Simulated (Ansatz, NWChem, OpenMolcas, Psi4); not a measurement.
## From B(OH)3 to BF3: predicting a member

Gas-phase molecules. On one B centre, n of the OH ligands are replaced by F. The HOMO–LUMO gap y in eV at B3LYP/6-31G* (spherical functions). Shapes: PBE0-D4/def2-TZVP. Flexible molecules stand in one conformer, not always the lowest. Programs: Ansatz 0.2.0, NWChem 7.3.0, OpenMolcas 26.06, Psi4 1.11. A level may come from different programs for different species; with the same settings they agree closely.

| molecule | n | y (eV) |
| --- | --- | --- |
| B(OH)3 | 0 | 10.25 |
| B(OH)2F | 1 | 10.56 |
| B(OH)F2 | 2 | ? |
| BF3 | 3 | 12.33 |

Question: Fit y = c + s·n to the known rows and predict B(OH)F2.

Answer: 
1. Means of the 3 rows: n = 1.33333, y = 11.047.
2. Σ(Δn)² = 4.6667, Σ(Δn·Δy) = 3.3633, so the slope is 3.3633/4.6667 = 0.7207.
3. Intercept: 11.047 − (0.7207) × 1.33333 = 10.086. The largest residual of the fit is 0.25.
4. B(OH)F2: 10.086 + (0.7207) × 2 = 11.53 eV.

The run gave 11.48 eV, so the prediction is off by +0.05 eV, within the largest residual. The step per swap drifts from +0.31 to +0.85 eV. Other levels give for B(OH)F2: HF/3-21G 20.97 eV. Orbital gaps aren't excitation energies, and the LUMO depends on the basis.

The gap widens with every replacement of OH by F, from 10.25 eV in B(OH)3 to 12.33 eV in BF3. The main cause is probably the occupied side: the highest levels of the hydroxy compounds are largely oxygen lone pairs, while fluorine, being more electronegative, holds its lone pairs deeper. Fluorine is also the weaker π donor towards the empty boron p orbital, which by itself would lower a boron-centred LUMO and narrow the gap, so the fall of the HOMO appears to prevail.

The increments are uneven, with the first swap the smallest and the second the largest. This suggests that the HOMO keeps its oxygen character while two OH groups remain and can still mix their lone pairs, and drops faster once that mixing is lost. The good prediction for B(OH)F2 therefore supports interpolation within this series, but not strict additivity per ligand. Nor does the wider gap make BF3 the weaker Lewis acid; it is in fact the stronger one, since acidity depends on the acceptor orbital and the cost of pyramidalisation.
